**Question: why does FCI do worse than PBE for the atomization energy of SiH$_2$?**

I am looking at atomization energies of bent singlet SiH$_2$ from a ladder of methods in 6-31G. The correlated wave-function rows climb and then stall far from the measured value, FCI included, while most functionals land closer and SPW92 almost hits it. CISD trails RCCSD, CASSCF beats RMP2, and the runs built on RHF report a reference that is unstable towards a triplet. What sets this pattern?

Ansatz 0.2.0, neutral singlet SiH$_2$ with the 6-31G basis at the MP2(full)/6-31G* geometry; the level of theory is given in each row. The correlated wave-function levels keep the neon core of Si frozen, and relativity is left out.

```
           level  computed less measured atomization energy (kJ/mol)  rough wall time (s)
             RHF                                             -253.00                  0.1
             UHF                                             -248.20                  0.1
            RMP2                                             -176.90                  n/a
            CISD                                             -154.10                  0.1
           RCCSD                                             -148.40                  n/a
        RCCSD(T)                                             -147.30                  0.1
         BCCD(T)                                             -147.30                  0.2
          RCCSDT                                             -146.90                  n/a
          CISDTQ                                             -146.80                  0.5
       RCCSDT(Q)                                             -146.70                  0.3
         RCCSDTQ                                             -146.70                  0.7
  CASSCF valence                                             -166.00                  n/a
  NEVPT2 valence                                             -150.70                  0.2
  MRCISD valence                                             -147.90                  n/a
MRCISD+Q valence                                             -147.60                  0.5
             FCI                                             -146.70                  0.5
           SPW92                                                7.30                  0.2
             PBE                                              -65.90                  0.4
          r2SCAN                                              -63.20                    1
            PBE0                                              -76.90                  0.6
           B3LYP                                              -51.40                  0.3
         wB97M-V                                              -42.90                    1
          B2PLYP                                              -90.60                  0.8
         RPA-PBE                                             -157.80                  0.5
```

**Answer**

Four sizes carry the story. The measured atomization energy is about 630 kJ/mol, and a negative miss (computed less measured) means too little binding. Valence correlation in this basis adds about 100 kJ/mol of binding to RHF, FCI still lacks about 150, and everything beyond RCCSD is worth about 2. Each miss is therefore a sum of two parts: a remainder that survives at FCI, and a method error, which is the distance from FCI.

FCI is exact for the six valence electrons within the basis, so its miss of $-146.7$ kJ/mol, 23 % of the measured value, is beyond the reach of higher excitations. Theory puts most of it on the basis, a cause that a single basis leaves untested. With no d functions on Si and no p on H, the density polarises poorly into the bonds and the electrons of a bond have little angular freedom to avoid each other. The free atoms need these functions less, so the molecule is penalised more and the binding comes out low. Frozen cores, relativity, spin-orbit coupling, the fixed geometry and the uncertainty of the measured value, derived from heats of formation, also sit in the remainder and are known to be far smaller here.

The method error is governed by electron pairs. A hydrogen atom has no correlation energy, so with $C$ the energy lowering below the Hartree-Fock reference, the gain in binding is $G = C_\mathrm{mol} - C_\mathrm{Si}$. The RCCSDT(Q) run, standing in for FCI, gives $C_\mathrm{mol} = 168.2$ kJ/mol. The table gives $G = 253.0 - 146.7 = 106.3$, which leaves about 62 for the silicon atom by difference.

A count with no fitted constant reproduces this. Suppose each pair of opposite-spin electrons contributes equally. SiH$_2$ has three electrons of each spin and so nine such pairs, while triplet Si has three up and one down and so three pairs. Then

$$G \approx \left(1-\tfrac{3}{9}\right) \times 168.2 \approx 112\ \text{kJ/mol},$$

which is 6 % above the FCI gain. Counting all pairs regardless of spin falls 5 % below it, so the totals alone do not choose between the two pair counts. The second-order energies favour the opposite-spin count, because same-spin pairs carry only about a twentieth of the molecule's RMP2 correlation. Equal sharing among the opposite-spin pairs stays an assumption: counting only doubly filled orbitals, three in SiH$_2$ and one in Si, gives the same factor of two thirds. Counting electrons gives about half the gain. Bonding brings formerly separate electrons together in new pairs, and a method that misses a share of pair correlation underbinds by roughly that share of $G$.

RMP2 shows this. It recovers 68 % of the molecule's correlation and 62 % of the atom's, and the two shortfalls partly cancel to leave it 30.2 kJ/mol below FCI. Second order leaves out the coupling between excited configurations, which higher orders supply. The largest double excitation in the RCCSD(T) run has an amplitude of only 0.11, and the displaced electrons spread over several orbitals, so the empty out-of-plane silicon p orbital is unlikely to explain the shortfall alone. CASSCF couples all configurations within the valence orbitals and reaches 82 % of $G$, though such runs can end on a higher solution, which would distort this share. The three leading empty natural orbitals also hold most of the displaced electrons in this small basis, which suggests why a valence space does so well without proving it.

CISD trails RCCSD because it lacks two pairs being excited at once, terms that coupled cluster includes as products of doubles. The split places the fault in the molecule: CISD is short by 7.9 kJ/mol there and by 0.5 in the four-electron atom. A Davidson-type estimate, the weight outside the reference times the CISD correlation energy times $1-2/N$ for $N$ correlated electrons, gives 6.0 against an actual molecular RCCSD less CISD difference of 5.8. Once triples and quadruples are in, six electrons leave little to add, so RCCSDT, CISDTQ, RCCSDT(Q) and RCCSDTQ agree with FCI within 0.2 kJ/mol.

Among the wave-function rows, the triplet instability of RHF bites visibly on one. UHF gains 4.8 kJ/mol over RHF, and the molecular energies show this to be the whole symmetry-breaking energy of a contaminated singlet with $\langle S^2\rangle = 0.30$. The coupled-cluster runs stay spin-pure with a $T_1$ diagnostic of 0.011, close to a single determinant. The functional runs are unrestricted and report a stable minimum. SPW92, PBE, B3LYP and wB97M-V stay spin-pure, but r2SCAN, PBE0 and B2PLYP have a nonzero $\langle S^2\rangle$ and are broken-symmetry solutions, so their misses also contain an effect of symmetry breaking that is not separated here.

The functionals do not share FCI's remainder in the same way. A semilocal functional takes correlation from the density and needs no empty orbitals, so it suffers from the basis mainly through the density. The five rows from PBE to wB97M-V miss by $-60$ kJ/mol on average, with a spread of 34 and no steady improvement up the ladder. Basis error and functional error are mixed in these misses, so being nearer than FCI says nothing of accuracy at a complete basis. The $+7.3$ of SPW92 is best read as the known overbinding of the local density approximation cancelling the underbinding of the basis.

Within the PBE family, exact exchange and orbital-based correlation both pull the result back towards the wave-function rows. PBE0 differs from PBE by a quarter of exact exchange and loses 11.0 kJ/mol of binding. This compares a broken-symmetry PBE0 solution with a spin-pure PBE one, and since symmetry breaking normally lowers the molecule's energy, a spin-pure PBE0 would be expected to lose somewhat more. B3LYP and wB97M-V also contain exact exchange yet miss by less than PBE, because their other parts differ too. RPA-PBE uses full exact exchange and builds its correlation from the few empty orbitals of the basis, and it lies 91.9 below PBE, past FCI. RPA is also known to underbind molecules in large bases, so not all of this is basis error. Extending the PBE0 shift fourfold assigns about half of that drop to exchange, a rough split that ignores orbital changes and the symmetry breaking in PBE0. B2PLYP carries both ingredients in part and falls between these rows.

SiH$_2$ is an intermediate when silicon is deposited from silane. For this molecule in this basis, the atomization energy gains almost nothing from excitations beyond RCCSD(T), and the argument above points to polarisation functions as the first need. The rough wall times, all a second or less, show no cost scaling. The row-by-row split is in the output printed below.

Printed output of the fit:

```
Si-H 1.52 A, angle 93 deg; energies in kJ/mol; rounding limit on differences 0.1
atomization energy: measured 633.7, FCI 487.0, RHF 380.7; FCI miss -23.1 % of measured
RHF miss -253.0 = FCI remainder -146.7 (58 %) + method error -106.3 (42 %)
level | less FCI | gain over RHF | % of FCI gain | molecule below RHF | implied Si atom part
RHF              | -106.3 |    0.0 |   0.0
UHF              | -101.5 |    4.8 |   4.5 |    4.8 |  -0.0
RMP2             |  -30.2 |   76.1 |  71.6 |  114.2 |  38.1
CISD             |   -7.4 |   98.9 |  93.0 |  160.3 |  61.4
RCCSD            |   -1.7 |  104.6 |  98.4 |  166.1 |  61.5
RCCSD(T)         |   -0.6 |  105.7 |  99.4 |  167.6 |  61.9
BCCD(T)          |   -0.6 |  105.7 |  99.4 |  167.6 |  61.9
RCCSDT           |   -0.2 |  106.1 |  99.8 |  168.1 |  62.0
CISDTQ           |   -0.1 |  106.2 |  99.9 |  168.2 |  62.0
RCCSDT(Q)        |    0.0 |  106.3 | 100.0 |  168.2 |  61.9
RCCSDTQ          |    0.0 |  106.3 | 100.0
CASSCF valence   |  -19.3 |   87.0 |  81.8
NEVPT2 valence   |   -4.0 |  102.3 |  96.2
MRCISD valence   |   -1.2 |  105.1 |  98.9
MRCISD+Q valence |   -0.9 |  105.4 |  99.2
FCI              |    0.0 |  106.3 | 100.0
gain / molecular correlation at CCSDT(Q): 0.632; RMP2 0.666; CISD 0.617
  count of opposite-spin pairs 9 vs 3: ratio 0.667, gain 112.2, residual +5.9 (+6 %)
  count of all pairs 15 vs 6: ratio 0.600, gain 100.9, residual -5.4 (-5 %)
  count of electrons 6 vs 4: ratio 0.333, gain 56.1, residual -50.2 (-47 %)
MP2 recovers 68 % in molecule (short 54.0), 62 % in atom (short 23.8)
CISD short 7.9 in molecule, 0.5 in atom; estimated 1-c0^2 = 0.056
Davidson term 9.0, times (1-2/6) 6.0; molecular CCSD less CISD 5.8
molecular triples: (T) 1.46, full 2.01 (72 %); (Q) 0.13
three leading empty orbitals hold 84 % of empty occupation 0.135; CASSCF gain 82 %
of CASSCF shortfall 19.3: NEVPT2 regains 15.3, MRCISD 18.1
functional | miss | % of measured | less FCI
SPW92    |     7.3 |    1.2 | +154.0
PBE      |   -65.9 |  -10.4 |  +80.8
r2SCAN   |   -63.2 |  -10.0 |  +83.5
PBE0     |   -76.9 |  -12.1 |  +69.8
B3LYP    |   -51.4 |   -8.1 |  +95.3
wB97M-V  |   -42.9 |   -6.8 | +103.8
B2PLYP   |   -90.6 |  -14.3 |  +56.1
RPA-PBE  |  -157.8 |  -24.9 |  -11.1
PBE to wB97M-V: mean -60.1, spread 34.0; SPW92 less PBE 73.2
PBE0 less PBE -11.0; slope -44 per unit exact exchange (rounding 0.4); full exchange miss about -110
RPA-PBE less PBE -91.9 = exchange about -44 + correlation swap about -48
gain over RHF: PBE correlation about 143, FCI 106.3, RPA-PBE 95.2; B2PLYP less B3LYP -39.2
rough times 0.1 to 1 s over 19 rows
```
